Two methods that use the same excitations ought to fail by about the same amount. CISD and CCSD both start from the Hartree–Fock determinant and improve it by moving one or two electrons at a time into empty orbitals. CISD is even variational, so its energy can never fall below the exact one in the same basis, which sounds like a recommendation. Yet for the atomization of NF₃, CISD binds too weakly by about 260 kJ/mol and CCSD by only about 50.

Atomization energies of NF₃ (neutral singlet, MP2(full)/6-31G* geometry), calculated with Ansatz 0.2.0 in the cc-pVDZ basis and given relative to RCCSDT(Q) in the same basis. The atomization energy is the energy of the separate atoms minus that of the molecule, without zero-point energy; the 1s cores are frozen in the correlated wave-function levels.

```tsv
level	this level less the reference (RCCSDT(Q), same basis) (kJ/mol)
RHF	-604.1
RMP2	49.4
CISD	-264.4
RCCSD	-48.8
RCCSD(T)	-6.7
BCCD(T)	-5.2
RCCSDT	-5.5
PBE	337.1
BLYP	280.8
revPBE	249.4
r2SCAN	185.9
PBE0	160.4
B3LYP	170.5
wB97M-V	184.5
B2PLYP	104.5
RPA-PBE	-92.5
```

A negative entry means that a level holds the four atoms together too weakly, a positive one that it holds them too strongly, always relative to the reference level in the same small basis. The correlated wave-function levels treat all electrons outside the 1s cores. The R in the labels refers to the molecule; in the Hartree–Fock, MP2 and coupled-cluster rows the open-shell atoms use unrestricted orbitals. The scale of the problem is set by RHF, which has no correlation at all and is low by 604 kJ/mol. Since the reference binding is 688 kJ/mol, correlation supplies about seven eighths of it. A method that treats correlation unevenly can therefore do great damage here.

The word "unevenly" is the key to the column. An atomization energy is the energy of the separate atoms less that of the molecule, so an error that is equally large on both sides drops out. Only the difference between the two errors survives. To find out why a level fails, one has to ask on which side of the reaction it loses more.

For CISD the total energies of the molecule answer this, with the atoms' share following by difference from the table. In the molecule CISD recovers 88% of the correlation energy that CCSD finds, but in the four separate atoms it recovers 98%. In energy, it loses 242 kJ/mol in the molecule and only 26 kJ/mol in all the atoms together. The molecule is not an awkward case in which one determinant is a poor start: the largest double-excitation amplitude in the CCSD wave function is only about 0.05. What changes between the two sides is the number of electrons that are treated together.

The cause is a well-known defect of truncated configuration interaction, the lack of size consistency. Consider two electron pairs in different N–F bonds. Each pair lowers its energy by spending a small part of its time in an excited configuration, which lets its electrons avoid each other. If the pairs act independently, then now and then both are excited at once. Such a configuration is a quadruple excitation, and CISD forbids it.

The ban has a price that grows with the system. Whenever one pair is excited, all the others must sit still in their uncorrelated configuration, and their correlation energy is lost for that moment. An excitation thus costs more than it should, and the wave function uses it less. CCSD escapes because its exponential form contains the products of double excitations automatically. It needs no additional free coefficients for them, since the amplitude of two independent events is the product of their amplitudes.

This picture can be turned into a simple law. Let $E$ be the size of the correlation energy of a system and $\Delta$ the typical energy needed to excite a pair. In CISD the cost of an excitation rises from $\Delta$ to about $\Delta+E$, because nearly all of the remaining correlation is switched off while the pair is excited. The gain from each pair then shrinks by the factor $\Delta/(\Delta+E)$, which is close to $1-E/\Delta$ when $E$ is well below $\Delta$. Summed over all pairs, the loss $L$ is

$$L \approx \frac{E^2}{\Delta}.$$

The loss goes as the square of the correlation energy, and hence roughly as the square of the number of electrons. Cutting a system into pieces and treating each piece by itself reduces the total loss, even if nothing else about the electrons changes. This is what happens when a molecule is compared with its separate atoms.

The estimate for NF₃ takes three steps. At the CCSD level the atoms together have 0.72 times the correlation energy of the molecule, so each of four equal atoms has 0.18 times as much. If $\Delta$ is the same everywhere, the four atoms together should lose $4\times0.18^2\approx0.13$ of what the molecule loses. With 242 kJ/mol for the molecule, that makes about 31 kJ/mol for the atoms.

The binding in CISD should then be smaller than in CCSD by $241.6-31.2=210.4$ kJ/mol. Added to the error of CCSD itself, this predicts a CISD error of about −259 kJ/mol, against −264 kJ/mol in the table. No constant was fitted, but the loss in the molecule was taken from the CISD calculation, so only the atoms' part is truly predicted. That part comes out about a fifth too large. The model is crude there: it lets a pair be hindered by its own correlation, which matters most in a small atom and inflates the estimate. It also treats nitrogen and fluorine as alike and drops the higher terms in $E/\Delta$, and mending either would raise the atoms' part further, so the close match in the total owes something to luck.

A different assumption shows that the square matters. Suppose that CISD simply recovered the same fraction of the correlation energy in every system, as a uniformly mediocre method would. The atoms would then lose 174 kJ/mol, most of the error would cancel, and CISD would be only 117 kJ/mol below the reference. The computed error is more than twice that. The comparison doesn't prove the mechanism, but it does show that the failure lies in how the error grows from atoms to molecule.

The same reasoning gives a test that needs no better method. Place two NF₃ molecules far apart and treat them as one system. The energy should be exactly twice that of one molecule, and in CCSD it is. In CISD the pair has twice the correlation energy and so, by the square law, up to four times the loss of a single molecule, although the molecules don't interact. A molecule with many correlated electrons therefore tends to look too weakly bound in CISD when it is compared with its pieces. With only two electrons, as in H₂, the fault is absent, because no quadruple excitation exists.

RMP2, second-order perturbation theory, shows the opposite imbalance. It binds NF₃ too strongly by 49 kJ/mol, which looks like too much correlation in the molecule. In fact it falls short of the reference correlation energy there by 89 kJ/mol. The separate atoms fall short by still more, 138 kJ/mol, and the difference appears as extra binding. The likely reason, which these numbers don't test, lies with the atoms: second-order theory is expected to recover a smaller share of the correlation energy in open-shell atoms such as N and F than in closed-shell, electron-rich systems, so no special excess in the molecule is needed.

What remains wrong with CCSD is uneven too, but more mildly. Adding triple excitations by perturbation theory, the step to RCCSD(T), raises the binding by 42 kJ/mol and removes most of the error. Triples describe how the correlation of one pair changes when a third electron moves, and a molecule with three bonds and many lone pairs offers more occasions for that than separate atoms do. The three levels with triples then agree within 2 kJ/mol, and their order has no meaning worth seeking.

The density functionals seem to tell a much worse story. All of them except RPA-PBE overbind, by 104 to 337 kJ/mol. But four functionals of quite different construction, PBE0, B3LYP, wB97M-V and r2SCAN, sit close together between 160 and 186 kJ/mol. When unlike methods share a large offset, the yardstick itself deserves suspicion.

Here the yardstick is indeed short. The measured atomization energy, with zero-point motion removed, is roughly 860 kJ/mol (a recalled, rounded figure), so the reference level in this basis lies some 170 kJ/mol below nature. A sizeable part of this gap is expected already at the Hartree–Fock level, because a small basis describes poorly how the orbitals reshape in the bonds. Much of the rest has a standard cause: a wave function must describe the sharp dip in the probability of finding two electrons at the same place, and a small set of smooth orbitals does this poorly. The molecule has more electron pairs that meet closely than the separate atoms have, so it loses more. Once again the failure is an uneven loss, this time caused by the basis and shared by all the coupled-cluster rows.

A functional takes its correlation energy from the density and has no such dip to build up from orbitals, so it suffers less from a small basis. B3LYP gives 859 kJ/mol and RCCSD(T) 682 kJ/mol, and the functional is the one closer to experiment although its entry in the table is far larger. That is no proof of high accuracy, because a small basis leaves some error in the functionals as well. The column gives a fair comparison of the correlated wave-function methods, since they largely share the defect of the reference, but it must not be used to rank functionals against them.

Three functionals remain far too high even against the measured value: PBE by about 170 kJ/mol, BLYP by about 110 and revPBE by about 80. This is the familiar overbinding of functionals that know only the density and its gradient. Their exchange hole, the region around an electron from which others of the same spin are kept away, stays close to the electron, whereas the exact hole in a bond spreads over both atoms. The compact hole gives the bond too much energy. Replacing a quarter of the exchange in PBE by exact exchange, which makes PBE0, lowers the binding by 177 kJ/mol and removes the excess.

Two rows show what happens when a functional borrows correlation from orbitals. B2PLYP contains a share of second-order correlation, which converges slowly with the basis, and it ends about 70 kJ/mol below the measured value. RPA-PBE draws all its correlation from excitations and lies 92 kJ/mol below even the reference in the same basis. The random-phase approximation is known to bind molecules too weakly. Its poor description of electrons at short distance largely cancels between molecule and atoms, so the underbinding is usually laid to the single excitations and exchange-type terms that it leaves out.

Averaged over the three N–F bonds, the CISD error is $264/3=88$ kJ/mol for each. By the square law the first bond to break should suffer most, because it is broken in the largest system. The small basis does damage of a similar kind to coupled cluster: RCCSD(T) is within 7 kJ/mol of its reference and still far from the real bond energies. A small error in the table certifies the treatment of correlation within the basis, and the basis has to be tested separately.
